A Bader charge is found by cutting a crystal into one region, or basin, for each atom and counting the electrons inside. The cuts run along the valleys of the electron density. A negative charge means that the basin holds more electrons than the neutral atom brings. The table lists such charges for metallic compounds at the r2SCAN level, averaged over the atoms of each element.

Intermetallic crystals, each relaxed within the symmetry of its starting structure (Ansatz 0.2.0, r2SCAN, plane-wave PAW, scalar-relativistic, no spin polarisation, cutoff 500 eV, Gaussian smearing 0.1 eV, Gamma-centred k meshes). Bader charges are means over the atoms of an element, positive for a loss of electrons. Valence electrons are s, p and, in groups 3 to 12, d.

```tsv
formula	space group	volume per atom (Å³)	shortest distance (Å)	pair at the shortest distance	valence electrons an atom	k mesh	most negative Bader charge (e)	most negative element	most positive Bader charge (e)	most positive element
Li3Al	I4/mmm	17.09	2.842	Al-Li	1.50	16×16×16	-2.51	Al	0.84	Li
Sr2Mg	I4/mmm	43.55	3.634	Mg-Sr	2.00	14×14×14	-1.79	Mg	0.89	Sr
MgTl	Pm-3m	24.02	3.148	Mg-Tl	2.50	12×12×12	-1.41	Tl	1.41	Mg
Sr3Ca	I4/mmm	53.25	4.220	Ca-Sr	2.00	10×10×10	-1.39	Ca	0.46	Sr
CaZn	Pm-3m	24.37	3.164	Ca-Zn	7.00	12×12×12	-1.29	Zn	1.29	Ca
BaSn	Cmcm	39.95	2.986	Sn-Sn	3.00	8×8×10	-1.19	Sn	1.19	Ba
SrMg	Pm-3m	37.05	3.637	Mg-Sr	2.00	10×10×10	-1.14	Mg	1.14	Sr
BaZn	Pm-3m	33.92	3.532	Ba-Zn	7.00	10×10×10	-1.04	Zn	1.04	Ba
LiGa	Fd-3m	14.67	2.671	Ga-Li	2.00	12×12×12	-0.85	Ga	0.85	Li
Ba2Bi3	Immm	39.36	3.372	Bi-Bi	3.80	10×10×10	-0.85	Bi	1.27	Ba
SrZn2	Imma	23.37	2.708	Zn-Zn	8.67	10×10×10	-0.65	Zn	1.30	Sr
MgZn3	P-6m2	16.04	2.647	Zn-Zn	9.50	18×18×6	-0.49	Zn	1.46	Mg
CaZn3	Fm-3m	18.03	2.861	Ca-Zn	9.50	12×12×12	-0.42	Zn	1.26	Ca
LiZn3	Fm-3m	13.66	2.608	Li-Zn	9.25	12×12×12	-0.28	Zn	0.84	Li
NaGa3	Pm-3m	18.60	2.974	Ga-Na	2.50	10×10×10	-0.26	Ga	0.78	Na
Cd3Ga	I4/mmm	20.94	3.083	Cd-Cd	9.75	14×14×14	-0.16	Ga	0.05	Cd
Zn3In	I4/mmm	17.14	2.889	In-Zn	9.75	14×14×14	-0.02	Zn	0.07	In
ZnSn3	I4/mmm	24.70	3.082	Sn-Sn	6.00	14×14×14	-0.01	Sn	0.02	Zn
```

The simple picture to be tested is chemical: electrons move towards the element that attracts them more strongly, and two elements of nearly equal attraction exchange few.

## (a) Which compound breaks the simple picture?

*Compare the charges of pairs of similar metals. Take care that the ratio of the atoms in the formula doesn't pass for chemistry.*

**Solution.** The charges in a crystal add up to zero, so an atom that is fed by three donors shows three times what each donor loses. Li3Al makes this plain. Each lithium loses 0.84 e, and the single aluminium therefore carries -2.51 e. In LiZn3 lithium loses the same amount, but three zinc atoms share it and each carries only -0.28 e. The charge for each donor atom is thus the fairer measure when formulas differ.

Now take pairs of similar metals. Cadmium and gallium attract electrons about equally, and in Cd3Ga each cadmium loses only 0.05 e. In Zn3In and ZnSn3 no mean charge exceeds 0.07 e. In the size of their charges, these three compounds behave as the simple picture says.

Sr3Ca does not. Strontium and calcium are neighbours in one group of the periodic table, with electronegativities of roughly 0.95 and 1.0 on Pauling's scale (recalled values). Yet calcium carries -1.39 e. The formula accounts for a factor of three, but each strontium still loses 0.46 e, about nine times the loss of cadmium in Cd3Ga. The two crystals share the 3:1 ratio and the space group, so neither of these can make the difference.

The break is one of size rather than of order. Among the compounds in which an alkaline-earth metal is the donor, Sr3Ca has the smallest loss for each donor atom. That befits near twins, although sharing one acceptor among three donors also lowers the loss. The puzzle is why that smallest loss is still close to half an electron.

## (b) Where do the extra electrons of calcium sit?

*Set up the two limiting ways in which a basin can gain electrons, and estimate one of them for Sr3Ca and for BaZn.*

**Solution.** Let an atom bring $Z$ valence electrons, and let its basin have the volume $V_b$ and the mean valence density $n_b$. Its charge in units of e is then

$$q = Z - n_b V_b .$$

In Sr3Ca and BaZn every atom brings two s electrons. The column of valence electrons shows 7.00 for BaZn only because it also counts the filled d shell of zinc, which stays with zinc and is left out here. With $V_a$ for the volume per atom, the mean density of the whole crystal is $\bar n = 2/V_a$, and the excess of electrons splits exactly into two terms:

$$-q = \bar n\,(V_b - V_a) + (n_b - \bar n)\,V_b .$$

The first limit is a perfectly even density. The second term vanishes, and an atom is negative only because its basin is large. The second limit is a basin of exactly average volume. The first term vanishes, and an atom is negative only because electrons are packed more densely around it. The second case is closer to what a chemist means by a negative atom.

The average volume is a sensible reference for both crystals. If planes are drawn halfway between neighbours in BaZn, which has the caesium chloride arrangement, the two kinds of atom receive equal cells. Sr3Ca is an almost undistorted face-centred cubic packing: its tetragonal cell has a ratio of height to width of 1.99, where the ideal is 2. Halfway planes therefore give nearly equal cells there too.

The Bader basins are another matter. In Sr3Ca the calcium basin has a volume of 80.45 Å$^3$, while the volume per atom is 53.25 Å$^3$. The first term is

$$\frac{2}{53.25}\times(80.45-53.25) = 1.02\ \text{e}.$$

This is about three quarters of the computed charge. Calcium counts as strongly negative mainly because it has been given half as much space again as an average atom.

BaZn lies near the other limit. The zinc basin exceeds the average volume by only 2.55 Å$^3$, which at the mean density holds 0.15 e. That is a seventh of the charge of zinc, -1.04 e. The rest comes from a density that really is higher around zinc than around barium.

The estimate contains no adjusted constant, and the two compounds show where it holds and where it fails. It comes close when the density is nearly even, and it falls far short when one atom gathers electrons around itself. SrMg lies in between, with about half of its charge from the volume. The split is exact as an account of where the electrons are, but it doesn't yet explain why the calcium basin is so large.

A likely explanation lies in the shape of the valley. Let $x$ run from calcium towards strontium, with the lowest density at $x=0$ when the two sides are alike. Near that point the density is

$$\rho(x) \approx \rho_0 + \tfrac12 \kappa x^2 ,$$

where $\rho_0$ is the lowest value and $\kappa$ measures how steep the valley is. If the density is slightly higher on the calcium side, a term $-gx$ is added, and the minimum moves to $x = g/\kappa$. In a steep valley a small tilt $g$ hardly matters. As the valley flattens, $\kappa$ tends to zero and the same tilt moves the boundary a long way.

Strontium and calcium are large atoms with few valence electrons, so the density between them should be flat. The shift that is needed is modest. If the calcium basin is treated as a sphere, its radius exceeds that of an average atom by about 0.3 Å, against a distance of 4.22 Å between neighbours. The tilt probably comes from the smaller ion core of calcium, which lets the valence electrons feel a somewhat stronger attraction. The volumes show that the boundary lies farther from calcium than an equal division would put it, but not why. A flat valley is the likely reason. A shallow separate maximum of the density between the atoms, counted whole to calcium, would also enlarge its basin, and the volumes alone can't exclude it.

## (c) Is calcium an anion in Sr3Ca?

*Find a measure that is less sensitive to the position of the boundary, and use it to judge the charge.*

**Solution.** The mean density inside a basin is such a measure. In a region where the density is nearly even, moving the boundary changes the volume and the number of electrons together, and their ratio changes little. For two metals with the same number of valence electrons, the ratio of the two mean densities then tells how unequally the electrons are packed.

In Sr3Ca the density in the calcium basin is only 1.2 times that in the strontium basins. This is the lowest ratio among the eight compounds in which every atom brings two s electrons; the next lowest is 1.6, in MgZn3. In BaZn the ratio is 2.7. Judged by density, Sr3Ca is no exception: the most similar pair of metals has the most even packing.

Strontium itself gives a second test. It is the donor in SrZn2, SrMg, Sr2Mg and Sr3Ca, and its charge falls along this list from 1.30 to 0.46 e. The mean density in its basin stays the same within 6 %. (The run of SrZn2 gave a warning about a shortened list of k points, whose effect on the charges isn't known; the other three compounds show the same without it.) What differs from one compound to the next is chiefly how much space the boundaries leave to strontium. A smaller strontium charge therefore means a larger strontium basin, and hardly a denser one.

The same thing happens inside the single crystal of Sr3Ca, where strontium occupies two kinds of site. Two of the three strontium atoms carry about +0.55 e and the third about +0.30 e, a difference that the average in the table hides. The third has the larger basin, 48 Å$^3$ against 42 Å$^3$. These atoms are the same element and differ only in how calcium is arranged around them, and yet their charges differ by a quarter of an electron.

Calcium in Sr3Ca is therefore not an anion in any useful chemical sense. A true anion would hold its added electrons close to itself, and the density around it would stand out clearly. Here the added electrons belong to a thin metallic sea, and by the estimate in (b) most of them would have counted as strontium's had the boundary run halfway. A projection onto atomic s shells agrees, since it finds nearly equal populations on calcium and strontium. It is weak support, because it catches only about six of the eight valence electrons in the cell and includes no outer p or d shells, where electrons added to a full s shell would have to go.

BaZn has the smaller charge on its negative atom but the better claim to a negative atom. Even there a caution is due. The outer shell of a barium atom is wide, and when neutral atoms are placed side by side it already reaches into the region of the compact zinc atom. Some of the charge on zinc may come from this overlap and not from a transfer on bonding, a possibility that has not been tested here.

Cd3Ga now shows what an ordinary pair of similar metals looks like. Its two kinds of basin have almost the same volume, about 21 Å$^3$, so the boundary has stayed near the equal division. Gallium brings three valence electrons and cadmium two, and each basin keeps nearly what its own atom brought. The density ratio of 1.6 thus reflects mainly the unequal supply, which is why such ratios should be compared only between atoms of equal valence. Probably the more compact atoms leave a steeper valley between them, which holds the boundary in place; this is a guess from their size and density.

The reasoning can be carried over to a neighbouring case, from SrMg to Sr2Mg. The metals are the same, so the packing around magnesium should be about as uneven as before, but each magnesium now has two strontium atoms to draw from. Its basin should grow, and its charge with it. The results agree: the density ratio changes only from 1.9 to 1.8, while the charge of magnesium goes from -1.14 to -1.79 e. The densities give no sign that magnesium has become a stronger attractor of electrons; it has been allotted more of the space between the atoms.

For someone who wants to use such charges to rank alloys, the order of reading matters. The formula comes first, because it multiplies the charge of a minority atom. The basin volume comes next, because it can supply most of what remains, as it does in Sr3Ca. A large basin may itself come from a stronger attraction, but its size also depends on how flat the valley is. An excess that survives as a higher density around the atom is the better sign of chemical attraction. Even that is no proof, since a compact atom packs its own electrons more densely before any are transferred.
